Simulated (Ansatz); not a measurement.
**Ligand exchange: BH3 + Sn(SH)4 → BH2(SH) + SnH(SH)3**

Species: BH3 (borane) `B`, singlet; Sn(SH)4, singlet; BH2(SH), singlet; SnH(SH)3, singlet. The partners trade H for SH: B–H and Sn–SH bonds give way to B–SH and Sn–H.

Shapes, held fixed at every level: PBE0-D4/def2-TZVP. Flexible molecules stand in one conformer, not always the lowest. Programs: Ansatz 0.2.0. The zero-point and thermal change to 298 K, harmonic and unscaled (PBE0-D4/def2-TZVP), is -0.2 kJ/mol.

```csv
level,kind,ΔH(298 K) (kJ/mol),less CCSD(T)/def2-TZVPP
HF/def2-SVP,Hartree–Fock,-39.0,+1.0
HF/def2-TZVPP,Hartree–Fock,-29.3,+10.7
SPW92/def2-TZVPP,LDA,-67.1,-27.1
BHLYP-D4/def2-TZVPP,global hybrid,-30.1,+9.9
wB97X-V/def2-TZVPP,range-separated hybrid,-40.5,-0.5
B2PLYP/def2-TZVPP,double hybrid,-39.8,+0.2
CCSD/def2-SVP,coupled cluster or CI,-53.0,-13.0
CCSD(T)/def2-TZVPP,coupled cluster or CI,-40.0,0.0
```

The highest level, CCSD(T)/def2-TZVPP, gives ΔH(298 K) = -40.0 kJ/mol; the levels span -67.1 to -29.3. The column of differences is taken from that level and isn't an error. No measured value is set beside it here. For atoms past krypton def2 sets carry core potentials with scalar relativity. Outer-core shells of Sn are correlated in most correlated rows, in sets that cover them unevenly.

Moving SH from tin to boron is exothermic at every level, and the negligible vibrational and thermal term makes this an electronic preference. The main reason is probably π donation: in BH2(SH) a sulfur lone pair can delocalise into the formally empty boron 2p orbital, which in BH3 has no such donor. Four-coordinate tin offers no comparable low-lying acceptor, so little of this kind is lost when the Sn–S bond is given up.

Correlation strengthens the preference, from -29.3 kJ/mol in Hartree–Fock to -40.0 with CCSD(T) in the same basis, as expected when a lone pair becomes shared with an electron-poor centre. LDA exaggerates it strongly. The near agreement of HF/def2-SVP with CCSD(T) is a cancellation between missing correlation and a small basis; the larger set makes the Hartree–Fock value clearly less negative, and basis error probably also accounts for much of the excess in CCSD/def2-SVP. The result applies to monomeric borane and doesn't carry over directly to diborane, whose bridges must first be broken.
